## Results and discussion

### The quantity and the trend

The magnetic hyperfine constant $A$ of one electron measures its coupling $A\,\mathbf I\cdot\mathbf j$ to a nuclear spin $I$. It is proportional to the nuclear g factor $g_I=\mu/(I\mu_N)$, with $\mu$ the nuclear moment and $\mu_N$ the nuclear magneton, so $A/g_I$ is a property of the orbital alone. It was computed for the 2p1/2 and 2p3/2 orbitals of twelve-electron ions by Dirac-Coulomb Hartree-Fock with a finite nucleus. Beside it stand $\langle r^{-3}\rangle$ of the 2p orbital from non-relativistic Hartree-Fock and the small weight, the share $\int Q^2\,dr$ of the norm of the 2p1/2 orbital carried by its small radial component $Q$ ($P$ is the large one). All rows are closed-shell and 2p is a full core shell, so these are orbital properties and no row has a net hyperfine field.

Mg and its twelve-electron ions, all [Ne] 3s2, computed with B-spline radial code 1 at the basis limit by Dirac-Coulomb Hartree-Fock (nl average, Fermi nucleus). The <r⁻³> column is from non-relativistic Hartree-Fock (configuration average, point nucleus). A/g_I is the magnetic hyperfine constant of one electron in the orbital divided by g_I = μ/(I μ_N).

| species | Z | charge (e) | A(2p1/2)/g_I (MHz) | A(2p3/2)/g_I (MHz) | A(2p1/2)/A(2p3/2) | <r⁻³>(2p), non-rel. (bohr⁻³) | small weight (2p1/2) |
| --- | --- | --- | --- | --- | --- | --- | --- |
| Mg | 12 | 0 | 6423 | 1267 | 5.068 | 24.92 | 0.000207 |
| Si2+ | 14 | 2 | 12270 | 2410 | 5.091 | 47.37 | 0.000327 |
| Cl5+ | 17 | 5 | 26500 | 5164 | 5.132 | 101.4 | 0.000557 |
| K7+ | 19 | 7 | 40510 | 7843 | 5.165 | 153.9 | 0.000745 |
| Ti10+ | 22 | 10 | 69930 | 13390 | 5.223 | 262.4 | 0.00108 |
| Cr12+ | 24 | 12 | 96160 | 18260 | 5.266 | 357.5 | 0.00134 |
| Co15+ | 27 | 15 | 147400 | 27590 | 5.341 | 539.2 | 0.00177 |
| Cu17+ | 29 | 17 | 190600 | 35320 | 5.397 | 689.3 | 0.00210 |
| Ge20+ | 32 | 20 | 271500 | 49450 | 5.490 | 962.9 | 0.00265 |
| Se22+ | 34 | 22 | 337600 | 60730 | 5.559 | 1181 | 0.00305 |
| Rb25+ | 37 | 25 | 458100 | 80720 | 5.675 | 1565 | 0.00370 |
| Zr28+ | 40 | 28 | 608000 | 104700 | 5.805 | 2025 | 0.00443 |
| Tc31+ | 43 | 31 | 792700 | 133200 | 5.951 | 2567 | 0.00522 |
| Pd34+ | 46 | 34 | 1018000 | 166600 | 6.114 | 3198 | 0.00608 |
| Cd36+ | 48 | 36 | 1195000 | 191700 | 6.235 | 3671 | 0.00670 |
| Sb39+ | 51 | 39 | 1506000 | 234100 | 6.433 | 4465 | 0.00769 |
| I41+ | 53 | 41 | 1748000 | 265700 | 6.579 | 5053 | 0.00839 |
| Ba44+ | 56 | 44 | 2172000 | 318500 | 6.819 | 6029 | 0.00951 |
| Ce46+ | 58 | 46 | 2501000 | 357400 | 6.996 | 6745 | 0.0103 |
| Pm49+ | 61 | 49 | 3075000 | 421900 | 7.289 | 7922 | 0.0116 |
| Eu51+ | 63 | 51 | 3521000 | 469100 | 7.505 | 8778 | 0.0125 |
| Dy54+ | 66 | 54 | 4300000 | 546800 | 7.864 | 10170 | 0.0139 |
| Er56+ | 68 | 56 | 4905000 | 603300 | 8.131 | 11180 | 0.0148 |
| Lu59+ | 71 | 59 | 5965000 | 695700 | 8.575 | 12820 | 0.0164 |
| Ta61+ | 73 | 61 | 6792000 | 762600 | 8.907 | 13990 | 0.0175 |
| Os64+ | 76 | 64 | 8247000 | 871400 | 9.464 | 15880 | 0.0193 |
| Pt66+ | 78 | 66 | 9387000 | 949900 | 9.883 | 17230 | 0.0205 |
| Tl69+ | 81 | 69 | 11410000 | 1077000 | 10.591 | 19400 | 0.0224 |

Both constants grow steeply with the nuclear charge $Z$, by factors of 1776 for 2p1/2 and 850 for 2p3/2 from Mg to Tl69+, while $\langle r^{-3}\rangle$ grows by 778. Their ratio rises in every step, from 5.068 to 10.591, with no irregular row; per unit of $Z$ the rise steepens steadily, and the uneven steps come from $Z$ advancing by two or three.

### Why the ratio starts at 5, and which level leaves it

In atomic units, with $c=1/\alpha=137.036$, the Dirac expression is

$$\frac{A}{g_I}=K\,\frac{2c\,\kappa}{j(j+1)}\int_0^\infty\frac{PQ}{r^2}\,dr ,\qquad K=\frac{\mu_0}{4\pi}\frac{2\mu_B\mu_N}{h\,a_0^3}=95.411\ \text{MHz bohr}^3,$$

where $\kappa=+1$ for p1/2 and $\kappa=-2$ for p3/2. For a slow electron $Q\approx(P'+\kappa P/r)/2c$. Integration by parts gives $\int PP'r^{-2}dr=\langle r^{-3}\rangle$, so the integral equals $(\kappa+1)\langle r^{-3}\rangle/2c$, and since $\kappa(\kappa+1)=l(l+1)$ for both $j$,

$$\frac{A_{\rm nr}}{g_I}=K\,\frac{l(l+1)}{j(j+1)}\,\langle r^{-3}\rangle .$$

The angular factors are $8/3$ for $j=1/2$ and $8/15$ for $j=3/2$. With a common radial function the ratio is exactly 5, whatever the screening.

The enhancement $F=A/A_{\rm nr}$, formed from the columns of the table, tells which level departs from this. For 2p1/2 it runs from 1.013 in Mg to 2.312 in Tl69+, for 2p3/2 only from 0.999 to 1.091. The growth of the ratio is therefore almost wholly that of 2p1/2. Because $A$ and $\langle r^{-3}\rangle$ come from different Hamiltonians and nuclear models, $F$ lumps together direct relativity, the relativistic change of screening and the nuclear size. The ratio of the two constants comes from a single calculation and is free of this mixture of levels.

Three accounts of the rise are weighed below. They are judged on the excess, ratio minus 5, because an error quoted on the ratio itself looks small at low $Z$ for any model that starts from 5. Half a unit in the last digit of the ratio is 0.7% of the excess in Mg and less than 0.2% from Cr12+ on.

### The amount of small component

The most tempting account says that an orbital is as relativistic as its small component is large, so that the excess should be proportional to the small weight $w$. Both quantities do rise in every step. The model ${\rm ratio}/5-1=k\,w$ has one constant, taken as the geometric mean of $({\rm ratio}/5-1)/w$ over all 28 rows, $k=41.5$. The quotient is far from constant: it falls from 65.7 in Mg to 36.3 in Zr28+ and climbs back to 49.9 in Tl69+. The model misses the excess by $-37\%$ in Mg, by $+14\%$ in Zr28+ and by $-17\%$ in Tl69+, and no choice of $k$ removes a curvature of this kind.

A curved relation alone would not dismiss the weight as a cause, since it could act non-linearly. The stronger objection is that the weight hardly distinguishes the two levels. From the approximate $Q$ above, $w\approx\langle p^2\rangle/4c^2$, half the kinetic energy over $c^2$, which for a hydrogenic $n=2$ orbital is $(Z\alpha)^2/16$ for either $j$. The same calculations confirm this in the two ions for which both weights are at hand: the weight of 2p1/2 exceeds that of 2p3/2 by 4.0% in Cd36+ and by 8.2% in Er56+, whereas the ratio exceeds 5 by 24.7% and 62.6%. The 2p3/2 orbital has nearly as much small component and gains little from it.

The weight also answers to a different charge. Inverting the hydrogenic Dirac formula for $w$ gives a charge about four units below $Z$ (4.12 in Mg, 3.52 in Tl69+), as befits an average of the kinetic energy over the whole screened orbital. Weight and excess rise together because both begin as $(Z\alpha)^2$.

### The screened charge

The second account takes the exact one-electron result and feeds it the charge that the 2p electron feels. For a point nucleus, with $\gamma_\kappa=\sqrt{\kappa^2-(Z\alpha)^2}$ and $N=\sqrt{2(1+\gamma_1)}$, the hydrogenic $n=2$ enhancements are

$$F_{1/2}=\frac{24\,(N-1)}{N^3\,\gamma_1\,(4\gamma_1^2-1)},\qquad F_{3/2}=\frac{6}{\gamma_2\,(2\gamma_2-1)} .$$

To first order in $x=(Z\alpha)^2$, $\gamma_1=1-x/2$ and $N=2-x/4$. The four factors of $F_{1/2}$ then contribute $(-6+9+12+32)\,x/24=47x/24$. With $\gamma_2=2-x/4$ the two factors of $F_{3/2}$ contribute $(3+4)\,x/24=7x/24$. Hence

$$\frac{\rm ratio}{5}\approx 1+\frac{5}{3}(Z\alpha)^2 .$$

A screened charge $Z_s$ follows without fitting from the hydrogenic relation $\langle r^{-3}\rangle=Z_s^3/24$. The choice looks natural, because $\langle r^{-3}\rangle$ is the very integral that sets the size of $A$, and the screening $Z-Z_s$ is steady: 3.57 in Mg, 3.53 in Cr12+, 3.50 in Cd36+ and 3.49 in Tl69+. That steadiness accounts for the steep growth of both constants, which go roughly as $(Z-3.5)^3$ times $F$.

For the ratio the screened charge fails in every row and always on the low side. It gives 5.032 for Mg, less than half of the excess, and 10.017 for Tl69+, short of the excess by 10%. At low $Z$ the shortfall is close to what the factor $(Z_s/Z)^2$ implies, which for Mg is $(8.43/12)^2=0.49$. A finite nucleus lowers the ratio, so adding it would widen the gap.

### The bare nucleus and the shape near the origin

The same two formulas with the full $Z$, again without fitting, reproduce the excess with a root-mean-square error of 2.7% over all rows, against 12.9% for the weight with its fitted constant and 23.1% for the screened charge. The table's $({\rm ratio}/5-1)/(Z\alpha)^2$ is 1.77 in Mg and 1.73 in Cr12+, near the limit $5/3$, and reaches 3.20 in Tl69+, where the first-order form is useless and the closed formulas are needed.

The reason for the different behaviour of the two levels lies in where the integral $\int PQ\,r^{-2}dr$ is collected. With the hydrogenic $P=a\,r^2e^{-Zr/2}$, the approximate small components are

$$Q_{1/2}=\frac{a}{2c}\Big(3r-\frac{Zr^2}{2}\Big)e^{-Zr/2},\qquad Q_{3/2}=-\frac{a}{2c}\,\frac{Zr^2}{2}\,e^{-Zr/2}.$$

For $\kappa=-2$ the terms linear in $r$ cancel, and for $\kappa=+1$ they add. The small component of p1/2 has orbital angular momentum zero and starts like an s function. The integrand for 2p1/2 therefore goes as $(3r-Zr^2/2)e^{-Zr}$, which peaks near $0.8/Z$ and changes sign far out, while that for 2p3/2 goes as $r^2e^{-Zr}$ and peaks at $2/Z$. After multiplication by $\kappa$ both integrate to the same value, which is the non-relativistic result again, but 2p1/2 gathers its share much closer to the nucleus.

The Dirac equation alters the functions most in that inner region. Near a point charge both components start as $r^{\gamma}$, with $P/Q=Z\alpha/(\gamma_1+1)$ at the origin for 2p1/2, so the large component too acquires an s-like beginning. The integrand gains a term in $r^{2\gamma-2}$. For $|\kappa|=1$ the exponent is negative, about $-0.39$ in Tl69+, and its integral carries $1/(2\gamma_1-1)$, contained in the factor $4\gamma_1^2-1$ that supplied 32 of the 47 parts in the expansion. For $|\kappa|=2$ the exponent stays near $+2$ and the origin contributes nothing special.

The s-like start can be checked against the density at the nucleus. From $Q_{1/2}\to 3ar/2c$ with $a^2=Z^5/24$, and $P_{2s}^2\to Z^3r^2/2$, the density of 2p1/2 relative to 2s is $\tfrac{3}{16}(Z\alpha)^2$. This gives $\tfrac{3}{16}(48/137.036)^2=2.3\%$ for Cd36+ and $\tfrac{3}{16}(68/137.036)^2=4.6\%$ for Er56+; the densities averaged over the nucleus in the same calculations give 2.2% and 4.9%. This supports the form of the function in those two ions. The density itself is not what the hyperfine operator measures.

Why the bare charge should enter is argued as follows. Electrons farther out than a given radius add only a constant to the potential there, so the shape of the orbital close to the nucleus is set by $Z$. Screening acts mainly on the amplitude $a$, through the normalisation over the outer part of the orbital. The factor by which it lowers the amplitude should be nearly the same for both $j$ and then drops out of the ratio, while it controls $\langle r^{-3}\rangle$ and the size of each $A$. The argument is approximate, because the region around $1/Z$ overlaps the 1s shell, and it does not predict how small the remaining screening is. It does explain the course of the quotient that defeated the weight model. At low $Z$ that quotient should be $\tfrac{5}{3}\cdot 16\,(Z/Z_w)^2$, with $Z_w$ the charge found from the weight; for Mg this is $26.7\times(12/7.88)^2=62$, near the 65.7 of the table. The screening factor falls along the series and the higher powers of $Z\alpha$ rise, which produces the minimum in between.

A differential contraction, with 2p1/2 simply smaller than 2p3/2, is a facet of the same physics and not a separate cause. It has the right sign, but its size depends on the yardstick. In Er56+ the cube of the ratio of mean radii gives 1.324 and the cube of the ratio of $\langle 1/r\rangle$ gives 1.520, against 1.626 for ratio/5; in Cd36+ the order is the same. The measure that weights small $r$ more comes closer, as a change of shape near the origin requires, and neither suffices. Inserting a relativistic $\langle r^{-3}\rangle$ into the non-relativistic formula does not work either. For 2p3/2 the computed $A$ is only 0.972 (Cd36+) and 0.942 (Er56+) of what that recipe gives, and for 2p1/2 the integral diverges, since $Q^2/r^3$ goes as $1/r$ even inside a finite nucleus.

### The nuclear size, and one row in full

With a point nucleus the bare-charge formula overshoots from Ti10+ on, by an amount that reaches 6.2% of the excess in Tl69+. An integrand that piles up at the origin is cut when the charge is spread over a nucleus, so a reduction $\delta$ of $F_{1/2}$ adds to the picture. It was obtained by integrating the one-electron Dirac equation for 2p1/2 numerically in the field of a uniformly charged sphere with the rms radius used in each calculation, keeping a point magnetic dipole. The effect on 2p3/2 was neglected, because its integrand vanishes at the origin. The reduction is 0.001% in Mg, 0.127% in Cd36+, 0.860% in Er56+ and 2.779% in Tl69+. Its steep growth follows from the share of the integral inside a radius $R$, of order $(Z\alpha)^2(ZR)^{2\gamma_1-1}$, in which the prefactor grows and the exponent shrinks.

For Tl69+, which enters no fit since the model has no adjustable constant, $Z\alpha=81/137.036=0.5911$ and $x=0.3494$. Then $\gamma_1=\sqrt{0.6506}=0.8066$, $N=\sqrt{3.6132}=1.9008$ and $4\gamma_1^2-1=1.6025$, so

$$F_{1/2}=\frac{24\times0.9008}{6.868\times0.8066\times1.6025}=2.435 .$$

With $\gamma_2=\sqrt{3.6506}=1.9107$, $F_{3/2}=6/(1.9107\times2.8213)=1.113$. The point-nucleus ratio is $5\times2.435/1.113=10.94$, and the nuclear size brings it to $10.94\times(1-0.0278)=10.64$. The table has 10.591, so the estimate is high by 0.4% of the ratio, or 0.8% of the excess. For the constant itself, $\tfrac{8}{3}K\langle r^{-3}\rangle=254.43\times19400=4.94\times10^{6}$ MHz, and with $F_{1/2}(1-\delta)=2.368$ this becomes $1.169\times10^{7}$ MHz, 2.4% above the tabulated $1.141\times10^{7}$ MHz.

The Dirac equation and a finite nucleus are built into the calculation, so the agreement is no test of either. What it shows is that eleven other electrons leave the ratio close to its one-electron value at the same $Z$, and that the drift of the point-nucleus formula at high $Z$ has the size and course of the nuclear-size effect. The second point guards against a misreading. Asking which charge reproduces the tabulated ratio in the point-nucleus formulas gives an apparent screening of 0.09 in Cr12+, 0.27 in Cd36+ and 1.24 in Tl69+. Most of the last figure is the nuclear radius in disguise, since $\delta$ removes 5.4 of the 6.2 percentage points of the misfit there.

### What remains unexplained

With $\delta$ included the root-mean-square error of the excess is 1.3%, and two features exceed rounding. From Cr12+ to Tl69+ the model lies above the table by 0.6 to 0.9% of the excess. The difference between a uniform sphere and a Fermi distribution cannot be the cause in the lighter of these rows, where the entire nuclear-size effect is smaller than the residual. A small remainder of screening has the right sign and is the likely source, although no column isolates it.

At the light end the sign reverses. The model falls short of the excess by 5.0% in Mg (5.065 against 5.068) and by 2.9% in Si2+; Cl5+ is marginal, and K7+ and Ti10+ agree within rounding. Here the table lies above even the unscreened value, which an effective charge below $Z$ cannot give. One guess is that a strongly screened orbital is more loosely bound and so responds more to the spin-orbit term, which draws 2p1/2 in and pushes 2p3/2 out. The numbers neither confirm nor refute this.

The separate enhancements lie below their hydrogenic values in every row: 2.312 against 2.368 for 2p1/2 and 1.091 against 1.113 for 2p3/2 in Tl69+. A shortfall of about 2% shared by both levels is what the indirect relativistic effect would produce, in which the contracted s and p1/2 shells screen the nucleus better than in the non-relativistic run that supplied $\langle r^{-3}\rangle$. That attribution is expected rather than computed: the table does not separate it from a direct enhancement that is itself a little weaker in a screened field. The near cancellation in the ratio is shown, and it is why the ratio is predicted better than either constant.

### Neighbouring cases and the reach of the result

The deciding label is $|\kappa|=j+\tfrac12$. A level with $|\kappa|=1$, s1/2 or p1/2, has an s-like component and is strongly enhanced and sensitive to nuclear size. For a d shell the starting ratio is $(35/4)/(15/4)=7/3$, and since neither d3/2 nor d5/2 has $|\kappa|=1$, theory gives it only a mild drift, of the kind 2p3/2 shows here. By the amplitude argument, the 2p ratio of an ion with another number of outer electrons should follow $Z$ far more than the ionic charge, while each constant follows the screened $\langle r^{-3}\rangle$. In this series $Z$ and charge rise together, so the support for that expectation is the contrast between bare and screened charge, and it is weakest for the lightest, most screened ions.

A 2p hyperfine constant becomes observable only when the shell is opened, and then effects absent from these numbers enter. The orbitals relax around the hole. Core polarisation, which is not included, lets the open shell induce a spin density in the s shells, and such a contact term weighs relatively more on the small $j=3/2$ constant, so a measured ratio can depart from the orbital one, most visibly at low $Z$ where the relativistic excess is about one per cent of the ratio. Electron correlation is missing as well, as are the Breit interaction and radiative corrections in a Dirac-Coulomb Hamiltonian. In a real heavy nucleus the magnetisation is spread out too, which usually lowers the 2p1/2 constant further, because it changes the magnetic interaction just where the integrand piles up.
